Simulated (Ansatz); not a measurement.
# A series in volume per atom on Pd

Periodic Kohn-Sham DFT of a crystal at fixed atoms; pressure and stress are positive in compression; the energy is the free energy less that of spherical unpolarised free atoms; site moments are those in the method's own spheres, positive along +z. The results are calculated, by Ansatz 0.2.0.

Cell of the first row (space group Fm-3m, No. 225):
```
CELL_PARAMETERS angstrom
0.00000 1.90520 1.90520
1.90520 0.00000 1.90520
1.90520 1.90520 0.00000
ATOMIC_POSITIONS crystal
Pd 0.00000 0.00000 0.00000
```

Settings of every row: method all-electron LAPW; functional PBEsol; relativity scalar; k mesh 18x18x18; filling fermi-dirac; smearing width 0.05 eV; basis error target 0.25 meV/atom; nucleus gaussian.

Atom start moment: 0 on all atoms.

```csv
row,volume per atom (Å³),energy less free atoms (eV/atom),pressure (GPa)
1,13.831,-4.432,11.86
2,14.125,-4.4488,6.531
3,14.419,-4.4564,1.849
4,14.567,-4.4571,-0.274
5,14.714,-4.4559,-2.263
6,14.861,-4.453,-4.126
7,15.008,?,?
8,15.302,-4.4346,-9.031
9,15.597,-4.4154,-11.796
```

Question: what energy less free atoms and pressure should row 7 give?

Worked fit of energy less free atoms. Take u = (V_r/V)^(2/3) − 1 with V_r = 14.64 Å³ an atom, which is twice the finite (Eulerian) strain; such expansions in the strain, on which the Birch-Murnaghan equation of state is built, carry the rest volume and the bulk modulus. The shown rows have u = 0.03862, 0.02416, 0.01019, 0.00334, -0.00336, -0.00994, -0.02905, -0.04134. Least squares give energy less free atoms = −4.45674 − 0.1776 × u + 20.567 × u² + 16.1 × u³ eV/atom; a parabola predicts inner rows, each left out in turn, worse (root mean square 0.00024 against 3.2e-05 eV/atom). All shown rows lie on it to the printed digit. Its lowest point lies at u = 0.0043, or V = 14.55 Å³ an atom, and the curvature there gives the bulk modulus at fixed shape and fractions, B = (4/9)(1 + u)² E″(u)/V = 205 GPa. The withheld row has u = -0.01641, so the fit gives −4.45674 − 0.1776 × (-0.01641) + 20.567 × (-0.01641)² + 16.1 × (-0.01641)³ = -4.4484 eV/atom.

The calculation gave -4.4484 eV/atom. The fit meets it to the printed digit.

Worked fit of pressure. Take u = (V_r/V)^(2/3) − 1 with V_r = 14.64 Å³ an atom, which is twice the finite (Eulerian) strain; such expansions in the strain, on which the Birch-Murnaghan equation of state is built, carry the rest volume and the bulk modulus. The shown rows have u = 0.03862, 0.02416, 0.01019, 0.00334, -0.00336, -0.00994, -0.02905, -0.04134. Least squares give pressure = −1.2823 + 296.733 × u + 1077.36 × u² + 1285 × u³ GPa; a parabola predicts inner rows, each left out in turn, worse (root mean square 0.02 against 0.0074 GPa). The rows lie off it by 0.002, -0.003, -0.006, 0.005, 0.004, 0.001, -0.006, 0.003 (root mean square 0.0041 GPa). The pressure vanishes at u = 0.0043, or V = 14.55 Å³ an atom, and there the bulk modulus at fixed shape and fractions is B = −V dP/dV = (2/3)(1 + u) dP/du = 205 GPa. The withheld row has u = -0.01641, so the fit gives −1.2823 + 296.733 × (-0.01641) + 1077.36 × (-0.01641)² + 1285 × (-0.01641)³ = -5.867 GPa.

The calculation gave -5.87 GPa. The fit lies 0.003 GPa (0.013 % of the column's range) above it; its largest miss of a shown row is 0.006 GPa.
